**Linear transferability error from an unfitted 2s shell in a coreless Be pseudopotential**

The table holds all-electron excitation energies and all-electron minus pseudo errors for seven spin-unpolarised configurations of Be, from ld1.x with revPBE, scalar-relativistic, for a norm-conserving RRKJ potential with 1s and 2p waves and no 2s wave. The program turns differences between rows into mean 2s levels and level errors by Janak's theorem, and fits error $= kE$, a pure quadratic and a linear plus quadratic form to the four rows in which only 2s changes. The pseudo 2s level is about 20 meV too high at the reference, and $k = 1.022$ meV/eV fits with 0.77 meV rms, against 0.43 meV for the two-parameter polynomial and 7.98 meV for the pure quadratic. The proportional form misses by 12 % at $2s^0$ and fails once 2p or 1s changes. The small error of the 1s-hole row is a cancellation of −17.39 and +19.04 meV.

Excitation energies of the Be atom, computed with ld1.x 7.5 (revPBE, scalar-relativistic), and their errors for a separable norm-conserving RRKJ pseudopotential with no core, a 1s wave (radius 0.4 bohr), a 2p wave (1.95 bohr) and the s channel as local part. Energies are relative to the reference 1s2 2s0.5 2p0 (charge +1.5); errors are all-electron minus pseudo.

## Program and output

```python
# Table: ld1.x 7.5, Be RRKJ pseudopotential (revPBE, scalar-relativistic, no core, 1s and 2p fitted, 2s not);
# all-electron excitation energies (eV) from 1s2 2s0.5 2p0 and errors AE minus pseudo (meV), unpolarised.
# Tested: Janak level error of the unfitted 2s, error = k*E, against x^2 and x + x^2 in 2s occupation.
T = {
    'test_configuration': ['1s2 2s2 2p0', '1s2 2s1 2p0', '1s2 2s0 2p0', '1s2 2s1 2p1', '1s2 2s1.5 2p0', '1s1 2s2 2p0', '1s2 2s0 2p1'],
    'test_spin_polarised': ['no', 'no', 'no', 'no', 'no', 'no', 'no'],
    'excitation_energy_all_electron': [-17.486, -7.9279, 10.046, -13.84, -13.721, 110.95, -3.9774],  # eV
    'excitation_error': [-17.39, -8.014, 11.67, -2.966, -13.65, 1.646, 12.0],  # meV
}
import re
import numpy as np
from scipy.constants import physical_constants as pc
Ry = pc['Rydberg constant times hc in eV'][0]
D = {}
for c, e, d in zip(T['test_configuration'], T['excitation_energy_all_electron'], T['excitation_error']):
    D[tuple(float(v) for v in re.findall(r'\d[sp]([\d.]+)', c))] = (e, d)
name = lambda f: '1s%g 2s%g 2p%g' % f
print('rounding floor: error 0.005 meV or less; half-step slopes 0.02 meV/e or less')
fit = sorted(f for f in D if f[0] == 2 and f[2] == 0)
x = np.array([f[1] - 0.5 for f in fit])
E = np.array([D[f][0] for f in fit]); y = np.array([D[f][1] for f in fit])
res = {}
for lab, A in [('k*E', E[:, None]), ('b*x^2', (x**2)[:, None]), ('a*x+b*x^2', np.c_[x, x**2])]:
    p = np.linalg.lstsq(A, y, rcond=None)[0]; r = y - A @ p; res[lab] = (p, r)
    print('%s: par %s, resid(2s0,1,1.5,2) %s, rms %.2f meV' % (lab, p.round(3), r.round(2), np.sqrt(np.mean(r**2))))
k = res['k*E'][0][0]
print('k = %.3f meV/eV = %.4f %%; worst fitted row %s' % (k, k / 10, name(fit[np.argmax(abs(res['k*E'][1]))])))
print('row | charge | err/E meV/eV | k*E meV | resid meV (* not fitted: other shell changes)')
for f in sorted(D, key=lambda f: (f not in fit, f[1])):
    e, d = D[f]
    print('%s%s | %+.1f | %.3f | %.2f | %.2f' % (name(f), '' if f in fit else ' *', 4 - sum(f), d / e, k * e, d - k * e))
D[(2.0, 0.5, 0.0)] = (0.0, 0.0)  # reference, zero by definition
fs = [0.0, 0.5, 1.0, 1.5, 2.0]
Es = np.array([D[(2.0, s, 0.0)][0] for s in fs]); ys = np.array([D[(2.0, s, 0.0)][1] for s in fs])
eps = np.diff(Es) / 0.5; de = np.diff(ys) / 0.5
print('Janak steps: 2s interval | eps AE eV | eps AE-PS meV | ratio meV/eV')
for i in range(4):
    print('%.1f-%.1f | %.2f | %.2f | %.3f' % (fs[i], fs[i + 1], eps[i], de[i], de[i] / eps[i]))
pw, c0 = np.polyfit(np.log(-eps), np.log(-de), 1)
print('power law exponent p = %.2f (fixed fraction 1, hydrogenic 1.5); rel resid %% %s'
      % (pw, (100 * (-de / np.exp(c0) / (-eps)**pw - 1)).round(1)))
step = lambda a, b: (D[b][0] - D[a][0], D[b][1] - D[a][1])
I1, d1 = step((2, 2, 0), (2, 1, 0)); I2, d2 = step((2, 1, 0), (2, 0, 0))
print('I1 %.3f eV err %.2f meV; I2 %.3f eV err %.2f meV' % (I1, d1, I2, d2))
print('at reference (central diff): 2s level %.2f eV = %.2f Ry, slope %.2f meV/e' % (-I2, -I2 / Ry, -d2))
print('err ratio I2/I1 %.2f; p=1 %.2f; p=1.5 %.2f; Rydberg I^1.5/Za %.2f' % (d2 / d1, I2 / I1, (I2 / I1)**1.5, (I2 / I1)**1.5 / 2))
print('Rydberg n*: Be %.2f, Be+ %.2f' % (np.sqrt(Ry / I1), np.sqrt(4 * Ry / I2)))
S = {}
for lab, a, b in [('add 2p to 2s0', (2, 0, 0), (2, 0, 1)), ('add 2p to 2s1', (2, 1, 0), (2, 1, 1)),
                  ('add 2s, no 2p', (2, 0, 0), (2, 1, 0)), ('add 2s, 2p1 present', (2, 0, 1), (2, 1, 1)),
                  ('add 2nd 2s', (2, 1, 0), (2, 2, 0)), ('neutral 2s2->2s1 2p1', (2, 2, 0), (2, 1, 1)),
                  ('ion 2s1->2p1', (2, 1, 0), (2, 0, 1)), ('remove 1s at 2s2', (2, 2, 0), (1, 2, 0))]:
    S[lab] = step(a, b); e, d = S[lab]
    print('%s: %.3f eV, err %+.2f meV, ratio %.3f meV/eV, k*dE %.2f meV' % (lab, e, d, d / e, k * e))
p0, p1 = S['add 2p to 2s0'][1], S['add 2p to 2s1'][1]
print('2s-2p cross term %.2f meV, 2p self term %.2f meV (no linear term assumed, untested)' % (p1 - p0, (p0 + p1) / 2))
print('2s step error shrinks by %.2f meV with a 2s, %.2f meV with a 2p electron' % (d2 - d1, p1 - p0))
print('2s binding falls by %.2f eV with a 2s, %.2f eV with a 2p' % (I2 - I1, I2 + S['add 2s, 2p1 present'][0]))
# further outputs of the same run: s phase at -2.36 and -0.44 Ry, its error at -1.4 Ry, lowest s level at 400 Ry
sl = (-4.48 + 2.2162) / (-0.44 + 2.36)
print('s phase slope %.2f rad/Ry; 0.0052 rad ~ %.0f meV curve shift (order only, coarse grid)' % (sl, abs(0.0052 / sl) * Ry * 1e3))
print('2s lies %.1f Ry above the fitted 1s level' % (-I2 / Ry + 9.17763))
assert np.all(de < 0) and np.all(np.diff(de) > 0)
assert 0.8 < pw < 1.5
assert abs(p0) < 0.1 * abs(D[(2, 0, 0)][1])
assert S['remove 1s at 2s2'][1] > 0 > D[(2, 2, 0)][1]
```

It prints:

```
rounding floor: error 0.005 meV or less; half-step slopes 0.02 meV/e or less
k*E: par [1.022], resid(2s0,1,1.5,2) [1.4  0.09 0.37 0.48], rms 0.77 meV
b*x^2: par [-8.382], resid(2s0,1,1.5,2) [13.77 -5.92 -5.27  1.47], rms 7.98 meV
a*x+b*x^2: par [-19.657   5.517], resid(2s0,1,1.5,2) [ 0.46  0.44  0.49 -0.32], rms 0.43 meV
k = 1.022 meV/eV = 0.1022 %; worst fitted row 1s2 2s0 2p0
row | charge | err/E meV/eV | k*E meV | resid meV (* not fitted: other shell changes)
1s2 2s0 2p0 | +2.0 | 1.162 | 10.27 | 1.40
1s2 2s1 2p0 | +1.0 | 1.011 | -8.10 | 0.09
1s2 2s1.5 2p0 | +0.5 | 0.995 | -14.02 | 0.37
1s2 2s2 2p0 | +0.0 | 0.995 | -17.87 | 0.48
1s2 2s0 2p1 * | +1.0 | -3.017 | -4.06 | 16.06
1s2 2s1 2p1 * | +0.0 | 0.214 | -14.14 | 11.18
1s1 2s2 2p0 * | +1.0 | 0.015 | 113.37 | -111.72
Janak steps: 2s interval | eps AE eV | eps AE-PS meV | ratio meV/eV
0.0-0.5 | -20.09 | -23.34 | 1.162
0.5-1.0 | -15.86 | -16.03 | 1.011
1.0-1.5 | -11.59 | -11.27 | 0.973
1.5-2.0 | -7.53 | -7.48 | 0.993
power law exponent p = 1.14 (fixed fraction 1, hydrogenic 1.5); rel resid % [ 5.8 -4.8 -4.3  3.7]
I1 9.558 eV err 9.38 meV; I2 17.974 eV err 19.68 meV
at reference (central diff): 2s level -17.97 eV = -1.32 Ry, slope -19.68 meV/e
err ratio I2/I1 2.10; p=1 1.88; p=1.5 2.58; Rydberg I^1.5/Za 1.29
Rydberg n*: Be 1.19, Be+ 1.74
add 2p to 2s0: -14.023 eV, err +0.33 meV, ratio -0.024 meV/eV, k*dE -14.33 meV
add 2p to 2s1: -5.912 eV, err +5.05 meV, ratio -0.854 meV/eV, k*dE -6.04 meV
add 2s, no 2p: -17.974 eV, err -19.68 meV, ratio 1.095 meV/eV, k*dE -18.37 meV
add 2s, 2p1 present: -9.863 eV, err -14.97 meV, ratio 1.517 meV/eV, k*dE -10.08 meV
add 2nd 2s: -9.558 eV, err -9.38 meV, ratio 0.981 meV/eV, k*dE -9.77 meV
neutral 2s2->2s1 2p1: 3.646 eV, err +14.42 meV, ratio 3.956 meV/eV, k*dE 3.73 meV
ion 2s1->2p1: 3.951 eV, err +20.01 meV, ratio 5.066 meV/eV, k*dE 4.04 meV
remove 1s at 2s2: 128.436 eV, err +19.04 meV, ratio 0.148 meV/eV, k*dE 131.24 meV
2s-2p cross term 4.72 meV, 2p self term 2.69 meV (no linear term assumed, untested)
2s step error shrinks by 10.31 meV with a 2s, 4.72 meV with a 2p electron
2s binding falls by 8.42 eV with a 2s, 8.11 eV with a 2p
s phase slope -1.18 rad/Ry; 0.0052 rad ~ 60 meV curve shift (order only, coarse grid)
2s lies 7.9 Ry above the fitted 1s level
```
